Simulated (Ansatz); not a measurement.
**Ligand exchange: SiH2(CH3)Br + CClF3 → SiH2(CH3)F + CBrClF2**

Species: SiH2(CH3)Br, singlet; CClF3 `FC(F)(F)Cl`, singlet; SiH2(CH3)F, singlet; CBrClF2 `FC(F)(Cl)Br`, singlet. The partners trade Br for F: Si–Br and C–F bonds give way to Si–F and C–Br.

Shapes, held fixed at every level: PBE0-D4/def2-TZVP. Programs: Ansatz 0.2.0. The zero-point and thermal change to 298 K, harmonic and unscaled (PBE0-D4/def2-TZVP), is -2.1 kJ/mol.

Question: Estimate ΔH(298 K) of this reaction.

Answer: The highest level, CCSD(T)/def2-TZVPP, gives ΔH(298 K) = -1.3 kJ/mol; the levels span -6.6 to +50.3. That is about zero within the method's error. They disagree on the sign: 4 of 8 are positive. The column of differences is taken from that level and isn't an error. No measured value is set beside it here. Relativity is left out for Br. Outer-core shells of Br are correlated in most correlated rows, in sets that cover them unevenly.

```csv
level,kind,ΔH(298 K) (kJ/mol),less CCSD(T)/def2-TZVPP
HF/def2-SVP,Hartree–Fock,+50.3,+51.6
B3LYP-D4/def2-TZVPP,global hybrid,-6.6,-5.3
BHLYP-D4/def2-TZVPP,global hybrid,+3.4,+4.7
B2PLYP/def2-TZVPP,double hybrid,-5.8,-4.5
MP2/def2-SVP,perturbation theory,+29.7,+31.0
MP2/def2-TZVPP,perturbation theory,-6.2,-4.9
CCSD(T)/def2-SVP,coupled cluster or CI,+32.3,+33.6
CCSD(T)/def2-TZVPP,coupled cluster or CI,-1.3,0.0
```

The split in the results follows basis size more than electronic-structure method. All three def2-SVP values are strongly endothermic, whereas the def2-TZVPP values lie between -6.6 and +3.4 kJ/mol. For CCSD(T) alone, the larger basis removes 33.6 kJ/mol. The small set probably underbinds the very polar Si–F bond, which needs flexible functions on electron-rich fluorine and good polarization functions on silicon, more than it underbinds the C–F bond being lost.

The near-balance at triple-zeta level makes chemical sense. Silicon's low electronegativity strongly favours fluorine over bromine, which alone would drive the exchange forward. But the C–F bond given up is itself unusually strong, because geminal fluorines reinforce one another through lone-pair donation into neighbouring C–F σ* orbitals, and replacing one with bromine weakens that stabilization.

The calculations therefore support a small reaction enthalpy, not the strong endothermicity of the def2-SVP rows. Given the direction of the basis-set shift, a still larger set would probably move the balance further towards the Si–F product.
